# Two-band wind force and its sign reversal, with Zn along and across $c$

## 1. Conventions and premises

$e>0$. The field $\mathbf E$ points from anode to cathode. The force on a migrating atom, averaged over its jump path, is $F_\alpha=Z^*_\alpha eE_\alpha$ with $Z^*=Z_d+Z_w$, so $Z^*>0$ drives atoms to the cathode. In an hcp crystal $\alpha=a$ (any basal direction) or $c$. Pockets carry the label $i=e,h$ and the sign $s_e=-1$, $s_h=+1$. The symbol $\sigma$ is a cross-section, $\rho$ a resistivity. Sums over $\mathbf k$ include spin, sums over $\mathbf k'$ conserve it, and $\Omega$ is the crystal volume.

- **P1.** The Fermi surface consists of closed pockets, each centred on a time-reversal-invariant point, with $\mathbf k$ counted from that centre. Carriers are degenerate.
- **P2.** The background scattering (phonons at diffusion temperatures) is described by a relaxation time $\tau_{i\alpha}$ per pocket and axis. Response is linear in $\mathbf E$. Defects are dilute and do not alter $\tau$.
- **P3.** The defect changes the crystal potential by a static screened $V(\mathbf r)=V_A(\mathbf r-\mathbf R)+V_{\rm rest}(\mathbf r)$, where $V_A$ moves rigidly with the atom at $\mathbf R$. $V$ is treated to second order.
- **P4.** $V$ scatters within a pocket only, and the Fourier components of $V_A$ at wave vectors displaced by a reciprocal lattice vector $\mathbf G\neq0$ are negligible.
- **P5.** The direct charge $Z_d$ collects the external field on the ion and the field-induced change of its screening. It is an input.

P4 decides the sign of the hole term. Section 7 gives the size of what it drops.

## 2. Force on the atom from one scattering state

The electronic force on the atom is $-\langle\partial H/\partial\mathbf R\rangle$. Only $V_A$ depends on $\mathbf R$, and $-\partial V_A/\partial\mathbf R=+\nabla V_A$. The scattering states $\psi^+_{\mathbf k}$ are orthonormal one-electron eigenstates, occupied as the incoming Bloch states are, so no blocking factors appear:

$$\mathbf F=\sum_{\mathbf k}f_{\mathbf k}\langle\psi^+_{\mathbf k}|\nabla V_A|\psi^+_{\mathbf k}\rangle,\qquad |\psi^+_{\mathbf k}\rangle=|\mathbf k\rangle+\sum_{\mathbf k'}\frac{|\mathbf k'\rangle V_{\mathbf k'\mathbf k}}{\varepsilon_{\mathbf k}-\varepsilon_{\mathbf k'}+i0}.\tag{1}$$

Put $\mathbf X_{\mathbf k\mathbf k'}=\langle\mathbf k|\nabla V_A|\mathbf k'\rangle V_{\mathbf k'\mathbf k}$ and use $1/(\omega+i0)=\mathcal P/\omega-i\pi\delta(\omega)$. The two cross terms are complex conjugates, so state $\mathbf k$ contributes

$$\mathbf F_{\mathbf k}=\langle\mathbf k|\nabla V_A|\mathbf k\rangle+\sum_{\mathbf k'}\left[2\,{\rm Re}\mathbf X\,\frac{\mathcal P}{\varepsilon_{\mathbf k}-\varepsilon_{\mathbf k'}}+2\pi\,{\rm Im}\mathbf X\,\delta(\varepsilon_{\mathbf k}-\varepsilon_{\mathbf k'})\right].\tag{2}$$

Time reversal gives $\psi_{-\mathbf k}=\psi^*_{\mathbf k}$, and both potentials are real, so $\mathbf X_{-\mathbf k,-\mathbf k'}=\mathbf X^*_{\mathbf k\mathbf k'}$. The first two terms of (2) are then even in $\mathbf k$ and the third is odd. The equilibrium $f_0$ is even and selects the even terms, which belong to the migration barrier. The field-induced $\delta f$ is odd and selects the third term alone. That term is the wind.

The product $u^*_{\mathbf k}u_{\mathbf k'}$ of the periodic Bloch factors is a Fourier series in $\mathbf G$. With $\mathbf q=\mathbf k-\mathbf k'$ the matrix element of $V_A$ therefore splits as $A_{\mathbf k\mathbf k'}=\sum_{\mathbf G}a_{\mathbf G}$, where $a_{\mathbf G}$ is the Fourier component of $V_A$ at $\mathbf q+\mathbf G$ times a Bloch overlap. Integration by parts turns the gradient into $i(\mathbf q+\mathbf G)$ in each term, and $V_{\mathbf k'\mathbf k}=V^*_{\mathbf k\mathbf k'}$:

$${\rm Im}\,\mathbf X=\sum_{\mathbf G}(\mathbf q+\mathbf G)\,{\rm Re}\,(a_{\mathbf G}V^*_{\mathbf k\mathbf k'}).\tag{3}$$

P4 keeps $\mathbf G=0$:

$$\mathbf F_w=\sum_{\mathbf k}\delta f_{\mathbf k}\sum_{\mathbf k'}\hbar(\mathbf k-\mathbf k')\,w_{\mathbf k\mathbf k'},\qquad w=\frac{2\pi}{\hbar}{\rm Re}(AV^*)\,\delta(\varepsilon_{\mathbf k}-\varepsilon_{\mathbf k'}).\tag{4}$$

For a scatterer that moves as a whole, $V=V_A$ and $w$ is the golden-rule rate. The wind is then the rate at which carriers lose crystal momentum to the defect, the content of the ballistic model of Fiks (1959) and of Huntington and Grone (1961). For a vacancy jump from site $\mathbf R_1$ to $\mathbf R_2$, $V_{\rm rest}=-V_A(\mathbf r-\mathbf R_1)-V_A(\mathbf r-\mathbf R_2)$ if relaxation is ignored. Then $w$ is an interference term between the atom and the whole complex. It varies along the path and need not be positive.

## 3. Crystal momentum stored in a pocket

In any band $\hbar\dot{\mathbf k}=-e\mathbf E$. For $\mathbf E$ along $\alpha$ the steady Boltzmann equation $\dot k_\alpha\,\partial f_0/\partial k_\alpha=-\delta f/\tau_\alpha$ gives

$$\delta f=\frac{e\tau_\alpha E_\alpha}{\hbar}\frac{\partial f_0}{\partial k_\alpha}.\tag{5}$$

Both kinds of pocket shift the same way, by $-eE\tau/\hbar$. The momentum density is $P_\alpha=\Omega^{-1}\sum\hbar k_\alpha\delta f=e\tau_\alpha E_\alpha\,\Omega^{-1}\sum k_\alpha\,\partial f_0/\partial k_\alpha$, with $\tau$ taken at the Fermi level by P1. Integrate by parts.

- Electron pocket: $f_0$ vanishes outside, the boundary term drops, and the sum equals $-\sum f_0=-\Omega n_e$.
- Hole pocket: $1-f_0$ vanishes outside. Since $\partial f_0=-\partial(1-f_0)$, the sum equals $+\sum(1-f_0)=+\Omega n_h$.

$$P_{i\alpha}=s_i\,n_ie\,\tau_{i\alpha}E_\alpha.\tag{6}$$

No mass and no shape enter. The sign has a plain reading: in a hole pocket the empty region moves toward $-\mathbf E$, so the filled states gain momentum along $+\mathbf E$. The electric current of both pockets runs along $+\mathbf E$, hence the mean electron velocity is along $-\mathbf E$ in both. Only the crystal momentum changes sign.

## 4. The two-band formula

Define the momentum-loss coefficient of one defect (volume per time) as the $\delta f$-weighted mean

$$S_{i\alpha}=\Omega\,\frac{\sum_{\mathbf k}\delta f\sum_{\mathbf k'}q_\alpha w}{\sum_{\mathbf k}\delta f\,k_\alpha},$$

averaged over the jump path and over the jumps that carry flux along $\alpha$ (Section 6). The denominator is nonzero by (6). Equation (4) becomes $F_{w,\alpha}=\sum_iP_{i\alpha}S_{i\alpha}$, and with (6)

$$Z^*_\alpha=Z_d-n_e\tau_{e\alpha}S_{e\alpha}+n_h\tau_{h\alpha}S_{h\alpha}.\tag{7}$$

**Spherical pocket, isotropic scatterer.** $w$ depends on the scattering angle $\theta$ only. The components of $\mathbf k'$ normal to $\mathbf k$ cancel in the azimuthal sum, so $\sum_{\mathbf k'}(\mathbf k-\mathbf k')w=\mathbf k\sum_{\mathbf k'}(1-\cos\theta)w$. The incident flux is $v/\Omega$ with $v$ the Fermi speed, so this is $\mathbf k\,v\sigma/\Omega$ with the transport cross-section $\sigma=\int(1-\cos\theta)\,d\sigma$. Thus $S=v\sigma$, and with $l=v\tau$

$$\boxed{Z^*=Z_d-n_el_e\sigma_e+n_hl_h\sigma_h}\tag{8}$$

The product $nl\sigma$ counts the carriers in a tube of section $\sigma$ and length $l$. Each has taken the impulse of the field since its last phonon collision.

**Ellipsoidal pocket.** Let $\varepsilon=\pm\sum_\alpha\hbar^2k_\alpha^2/2m_\alpha$, counted from the band edge, with Fermi semi-axes $\kappa_\alpha$. At the end of axis $\alpha$ the speed is $v_\alpha=\hbar\kappa_\alpha/m_\alpha$. With $\mu_\alpha=e\tau_\alpha/m_\alpha$, define

$$l_\alpha=v_\alpha\tau_\alpha=\hbar\kappa_\alpha\mu_\alpha/e,\qquad\sigma_\alpha=S_\alpha/v_\alpha.\tag{9}$$

Then (8) holds axis by axis. If $w$ is constant on the Fermi surface, $\sum\mathbf k'w=0$ by inversion, and $S=(2\pi/\hbar)U^2g$ on every axis, with $U=\Omega|V_{\mathbf k\mathbf k'}|$ for a rigid scatterer and $g$ the density of states per spin and volume. With isotropic $\tau$ the wind charge is then isotropic whatever the masses. An anisotropic $Z_w$ needs an anisotropic $\tau$ or $S$. For a sphere $g=m\kappa/2\pi^2\hbar^2$, so $\sigma=m^2U^2/\pi\hbar^4$.

**Resistivity form.** For rigid scatterers at density $N_d$, $\delta(1/\tau_i)=N_dS_i$. The pocket resistivity $\rho_i=m_i/n_ie^2\tau_i$ changes by $\delta\rho_i/\rho_i=N_d\tau_iS_i$, so $Z_w=\sum_is_i(n_i/N_d)\,\delta\rho_i/\rho_i$. The total obeys $1/\rho=\sum1/\rho_i$, hence $\delta\rho/\rho=\sum_i(\rho/\rho_i)\,\delta\rho_i/\rho_i$. The pockets add in the residual resistivity and subtract in the wind, so the former does not fix the latter.

**Two thresholds.** With $\Lambda_w=n_hl_h\sigma_h/n_el_e\sigma_e$ and positive cross-sections:

- the wind points to the cathode for $\Lambda_w>1$;
- the atoms move to the cathode for $n_hl_h\sigma_h>n_el_e\sigma_e-Z_d$.

For $Z_d>0$ the second is the weaker condition. Drift to the cathode does not prove a hole wind. If both $l_i$ scale as $1/\rho(T)$ at fixed $n_i$, $\sigma_i$, then $Z^*=Z_d+K/\rho(T)$ with constant $K$. The wind keeps its sign, and for $K<0$ the net force reverses at $\rho=|K|/Z_d$.

## 5. The Hall coefficient of the same pockets

For a hole pocket set $\mathbf p=-\hbar\mathbf k$ and count empty states. The velocity of the empty state is $v_\alpha=-\hbar k_\alpha/m_\alpha=p_\alpha/m_\alpha$, and $\dot{\mathbf p}=+e(\mathbf E+\mathbf v\times\mathbf B)$. For electrons $\mathbf p=\hbar\mathbf k$ and the charge is $-e$. The first moment of the Boltzmann equation gives the drift velocity $u_\alpha=s\mu_\alpha(\mathbf E+\mathbf u\times\mathbf B)_\alpha$, and $\mathbf j=\sum_is_in_ie\mathbf u_i$. Take $\mathbf B\parallel z$. Then $u_y=s\mu_y(E_y-u_xB)$, and to first order in $B$ one may insert $u_x=s\mu_xE_x$:

$$j_y=E_y/\rho_y-eBE_x\sum_is_in_i\mu_{ix}\mu_{iy},\qquad 1/\rho_\alpha=e\sum_in_i\mu_{i\alpha}.$$

Set $j_y=0$ and $E_x=\rho_xj_x$:

$$R_H=\frac{E_y}{j_xB}=\frac{n_h\mu_{hx}\mu_{hy}-n_e\mu_{ex}\mu_{ey}}{e\,(n_h\mu_{hx}+n_e\mu_{ex})(n_h\mu_{hy}+n_e\mu_{ey})}.\tag{10}$$

For $\mathbf B\parallel c$ both axes are basal, and $R_H>0$ means $\Lambda_H=n_h\mu_{ha}^2/n_e\mu_{ea}^2>1$. For $\mathbf B\perp c$, $\Lambda_H=n_h\mu_{ha}\mu_{hc}/n_e\mu_{ea}\mu_{ec}$. A hexagonal crystal thus has two Hall coefficients and two wind charges, and they do not pair off: the second coefficient mixes both axes.

**Comparison.** For one spherical pocket of each kind $\kappa_i=(3\pi^2n_i)^{1/3}$, and (9) gives

$$\Lambda_w=\Big(\frac{n_h}{n_e}\Big)^{4/3}\frac{\mu_h}{\mu_e}\frac{\sigma_h}{\sigma_e}=\Lambda_H^{1/2}\Big(\frac{n_h}{n_e}\Big)^{5/6}\frac{\sigma_h}{\sigma_e}.\tag{11}$$

$\Lambda_H$ is a property of the host, while $\Lambda_w$ also contains the defect. In a compensated metal, $n_e=n_h$, the Hall coefficient is positive with the wind toward the anode whenever $1<\mu_h/\mu_e<\sigma_e/\sigma_h$, and negative with the wind toward the cathode whenever $\sigma_e/\sigma_h<\mu_h/\mu_e<1$. A sharp case: let $1/\tau_i$ and $S_i$ both be proportional to $g_i$ with pocket-independent couplings. Then $\tau_eS_e=\tau_hS_h$ and the wind vanishes, while $\mu_i\propto1/m_i^2$ leaves $R_H$ with the sign of the lighter carrier.

## 6. From force to flux in hcp

An atom jumps by $\mathbf d$ at rate $\Gamma_{\mathbf d}$, the vacancy probability included. The driving force does work $W_{\mathbf d}$ over the jump and half of it up to a midway saddle, so $\Gamma\to\Gamma e^{W/2k_BT}$. Since $\sum\Gamma_{\mathbf d}\mathbf d=0$, the linear drift is $v_\alpha=\sum\Gamma_{\mathbf d}d_\alpha W_{\mathbf d}/2k_BT$. For each jump type $J$ define $Z_{J\alpha}$ by $\sum_Jd_\alpha W=Z_{J\alpha}eE_\alpha\sum_Jd_\alpha^2$. The uncorrelated diffusivity is $D^u_\alpha=\frac12\sum\Gamma d_\alpha^2=D_\alpha/f$, with $D$ the tracer value and $f$ the correlation factor. In a pure metal, relative to the lattice,

$$v_\alpha=\frac{D_\alpha}{fk_BT}Z^*_\alpha e\rho_\alpha j,\qquad J_\alpha=Nv_\alpha,\tag{12}$$

with $N$ the atomic density. Six basal jumps ($B$) have length $a$, so $\sum d_x^2=3a^2$. Six non-basal jumps ($N$) have basal projection $a/\sqrt3$ and height $c/2$, so $\sum d_x^2=a^2$ and $\sum d_z^2=3c^2/2$. Hence $D^u_c=\frac34c^2\Gamma_N$, $D^u_a=\frac12a^2(3\Gamma_B+\Gamma_N)$, and

$$Z^*_c=Z_{Nc},\qquad Z^*_a=\frac{3\Gamma_BZ_{Ba}+\Gamma_NZ_{Na}}{3\Gamma_B+\Gamma_N}.$$

The two axes sample different saddle configurations, one source of anisotropic $S$.

## 7. Range of validity

**The $\mathbf G$ terms.** P4 asks for a defect potential smooth on the scale of the cell and pockets small against the zone. An atom at a saddle in a metal is not smooth. Take the empty lattice as the opposite limit. Every state is one plane wave of true wave vector $\mathbf K=\mathbf k+\mathbf G$ parallel to $\mathbf v$, and (3) returns $\mathbf K-\mathbf K'$. Summed over the whole Fermi sphere this gives $Z_w=-n_0l_0\sigma_0$, with $n_0$ all valence electrons. On a hole-like piece of the folded sphere $\mathbf k$ opposes $\mathbf v$ while $\mathbf K$ follows it, so the $\mathbf G$ terms can overturn the sign of the hole term. A true hole wind needs strongly mixed Bloch states or a smooth scatterer.

Size for Zn, with approximate room-temperature $a=2.665$ Å and $c=4.947$ Å, thermal expansion ignored. The cell of 30.43 Å$^3$ holds two atoms and four valence electrons: $N=6.57\times10^{22}$ cm$^{-3}$ and $k_0=(3\pi^2n_0)^{1/3}=1.573$ Å$^{-1}$. The sphere crosses the (0002) Bragg planes at $K_z=\pm G_1$, $G_1=2\pi/c=1.270$ Å$^{-1}$. The two caps fold into the third-zone electron lens at $\Gamma$, of half-thickness $k_0-G_1=0.303$ Å$^{-1}$, rim radius 0.928 Å$^{-1}$ and depth 3.3 eV. Its volume $\frac{2\pi}3(k_0-G_1)^2(2k_0+G_1)=0.849$ Å$^{-3}$ holds $6.84\times10^{21}$ cm$^{-3}$, or 0.104 electron per atom. Let $w$ be constant over the lens and $\mathbf E\parallel c$. The final wave vectors average to zero, so the force is proportional to the $\delta f$-weighted initial one. On a cap $\delta f\propto x=K_z/k_0$, which runs from $x_0=G_1/k_0=0.807$ to 1:

$$\text{true: }\int_{x_0}^1x^2dx=0.158,\qquad\text{reduced: }\int_{x_0}^1x(x-x_0)\,dx=0.017.$$

The ratio is 9.1. Scattering from cap to cap transfers $2G_1=2.540$ Å$^{-1}$ beyond $\mathbf q$, and the dropped term is about eight times the one kept. For $\mathbf E\perp c$ this $\mathbf G$ does not contribute, but the basal $\mathbf G$ act on the hole sheet. For Zn, (8) is therefore a parametrisation in which $\sigma_{i\alpha}$ absorbs the $\mathbf G$ terms and the interpocket scattering.

**Other limits.**

- P1: the second-zone hole sheet of Zn is multiply connected. Along a connected direction the boundary term in (6) survives and the origin of $\mathbf k$ is ambiguous. Degeneracy holds, $k_BT=56$ meV at 650 K.
- P2: carrier drag between pockets and phonon drag are ignored. Films thinner than $l$ need boundary scattering.
- P3: for a rigid smooth scatterer, momentum balance in the one-band envelope equation extends (8) beyond second order with the full transport cross-section. The split into $V_A$ and $V_{\rm rest}$ has no such simple extension.
- P5: $Z_d$ is taken to lie between zero and the valence, an uncertainty of up to 2 in $Z^*$ for Zn.
- Equation (10) needs ellipsoids and $\mu B\ll1$.

## 8. Numerical illustration: Zn at 650 K

Four electrons per cell make Zn compensated. Model: one electron and one hole ellipsoid, $n_e=n_h=n=6.8\times10^{21}$ cm$^{-3}$ from the empty-lattice lens (the gap rounds the rim of the real one), $Z_d=+2$, isotropic $\tau$ in each pocket. Then $\mu_\alpha\propto1/m_\alpha\propto\kappa_\alpha^{-2}$ and $\kappa_a^2\kappa_c=\bar\kappa^3=3\pi^2n$, so $\bar\kappa=0.586$ Å$^{-1}$, $\kappa_a=\bar\kappa(\mu_c/\mu_a)^{1/6}$ and $\kappa_c=\bar\kappa(\mu_a/\mu_c)^{1/3}$.

The inputs marked * were chosen to reproduce typical behaviour of Zn, so the outcome tests nothing. The mobilities were set for a resistivity near 15 μΩ cm, slightly higher along $c$, and for the typical room-temperature Hall pattern, of order $+1.4\times10^{-10}$ m$^3$/C for $\mathbf B\parallel c$ and small and negative for $\mathbf B\perp c$. The cross-sections were set for the typical drift to the anode, with $Z^*$ near $-5.5$ across and $-2.5$ along $c$. That fixes one combination of $\sigma_e$ and $\sigma_h$ per axis, and $\sigma_h=3$ Å$^2$ is an assumption. Unrounded values are carried.

| | e, $a$ | h, $a$ | e, $c$ | h, $c$ |
|---|---|---|---|---|
| $\mu$* (cm$^2$/V s) | 27 | 36 | 36 | 24 |
| $\kappa$ (Å$^{-1}$) | 0.615 | 0.548 | 0.533 | 0.671 |
| $l$ (nm) | 10.9 | 13.0 | 12.6 | 10.6 |
| $nl$ (Å$^{-2}$) | 0.743 | 0.883 | 0.858 | 0.721 |
| $\sigma$* (Å$^2$) | 14 | 3 | 8 | 3 |
| $nl\sigma$ | 10.4 | 2.6 | 6.9 | 2.2 |

| model result | across $c$ | along $c$ |
|---|---|---|
| $\rho$ (μΩ cm) | 14.6 | 15.3 |
| $\Lambda_w$ | 0.25 | 0.31 |
| $Z_w$ | −7.8 | −4.7 |
| $Z^*$ | −5.8 | −2.7 |
| $\sigma_h$ for $Z^*=0$ (Å$^2$) | 9.5 | 6.7 |
| $\sigma_h$ for $Z_w=0$ (Å$^2$) | 11.8 | 9.5 |
| $\rho$ for $Z^*=0$ at fixed $K$ (μΩ cm) | 56 | 36 |

**Hall effect.** From (10), $\mathbf B\parallel c$ gives $\Lambda_H=1.78$ and $R_H=+1.3\times10^{-10}$ m$^3$/C, and $\mathbf B\perp c$ gives $\Lambda_H=0.89$ and $R_H=-0.26\times10^{-10}$ m$^3$/C. For basal current the model is hole-like in the Hall effect with $\mathbf B\parallel c$ and electron-like in the wind.

**Reversal.** At $n_e=n_h$ the wind turns to the cathode for $\sigma_h/\sigma_e>l_e/l_h$, which is 0.84 across and 1.19 along $c$. Between these ratios the wind has opposite signs on the two axes. With all four cross-sections equal to 5 Å$^2$, $Z_w=+0.70$ across and $-0.69$ along $c$, so $Z^*=+2.7$ and $+1.3$. That choice sends atoms to the cathode, against the typical behaviour of Zn. Between the two $\sigma_h$ rows of the table the atoms move to the cathode against the wind. The resistivities in the last row lie far beyond that of solid Zn, so the model shows no thermal reversal.

**Meaning of the parameters.** The value $\sigma_{ea}=14$ Å$^2$ exceeds the atomic disc $\pi a^2/4=5.6$ Å$^2$. The one-band limit at the same $\rho_a$ has $l_0=\hbar k_0/n_0e^2\rho_a=3.4$ nm and $n_0l_0=4.4$ Å$^{-2}$, and yields the same basal wind with $\sigma_0=1.7$ Å$^2$. The empty-lattice lens conducts better along $c$ than across it by $\int x^2dx\big/\int\frac12(1-x^2)\,dx=9.1$, against 1.33 for the model's electron pocket. The entries are effective numbers, not band properties.

**Drift.** Take $j=10^4$ A/cm$^2$, $f\approx0.78$ and typical $D_a\approx3.3\times10^{-9}$, $D_c\approx5.5\times10^{-9}$ cm$^2$/s. The fields are 0.146 and 0.153 V/cm. The bias per basal jump, $|Z^*_a|eE_aa/k_BT=4.0\times10^{-7}$, justifies the linearisation. Non-basal jumps supply $\frac23(a/c)^2D_c/D_a=0.32$ of $D_a$. Equation (12) gives the model's drift $v_a=-0.63$ nm/s and $v_c=-0.52$ nm/s, both toward the anode. The faster diffusion along $c$ nearly offsets the halved effective charge.